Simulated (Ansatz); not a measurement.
# Mo: energy above lowest point against volume scale

All results are calculated (Ansatz 0.2.0). Free energy against uniform scaling of the volume at fixed shape and fractions; periodic cell, basis, potentials, k mesh and filling as listed.

The cell before it is scaled or strained (space group Im-3m, No. 229):
```
CELL_PARAMETERS angstrom
-1.57340 1.57340 1.57340
1.57340 -1.57340 1.57340
1.57340 1.57340 -1.57340
ATOMIC_POSITIONS crystal
Mo 0.00000 0.00000 0.00000
```

Settings of every row: functional PBEsol; dispersion none; potentials all-electron LAPW; k mesh 13x13x13; k shift 0x0x0; occupations fermi dirac; smearing width 0.1 eV; spin none; basis error target 0.001 eV/atom.

Limits: coarse k mesh, up to 40 meV an atom off.

```csv
row,volume scale,V (Å³/atom),energy above lowest point (meV/atom)
1,0.94,14.646,27.5
2,0.96,14.957,7.5
3,0.98,15.269,0
4,1,15.58,3.7
5,1.02,15.892,17.5
6,1.04,16.204,40.4
7,1.06,16.515,?
```

Question: what energy above lowest point should row 7 give?

Worked fit of energy above lowest point. Take u = (V_r/V)^(2/3) − 1 with V_r = 15.425 Å³ an atom, which is twice the finite (Eulerian) strain; such expansions in the strain, on which the Birch-Murnaghan equation of state is built, carry the rest volume and the bulk modulus. The shown rows have u = 0.03515, 0.02075, 0.0068, -0.00664, -0.01969, -0.03231. Least squares give energy above lowest point = 0.53 − 280.5 × u + 29654 × u² + 4456 × u³ meV/atom; a parabola predicts inner rows, each left out in turn, worse (root mean square 0.058 against 0.023 meV/atom). All shown rows lie on it to the printed digit. Its lowest point lies at u = 0.0047, or V = 15.32 Å³ an atom, and the curvature there gives the bulk modulus at fixed shape and fractions, B = (4/9)(1 + u)² E″(u)/V = 279 GPa. The withheld row has u = -0.0445, so the fit gives 0.53 − 280.5 × (-0.0445) + 29654 × (-0.0445)² + 4456 × (-0.0445)³ = 71.3 meV/atom.

The calculation gave 71.4 meV/atom. The fit lies 0.1 meV/atom (0.14 % of the column's range) below it, one unit of the last digit. This row lies beyond the range of the fit.
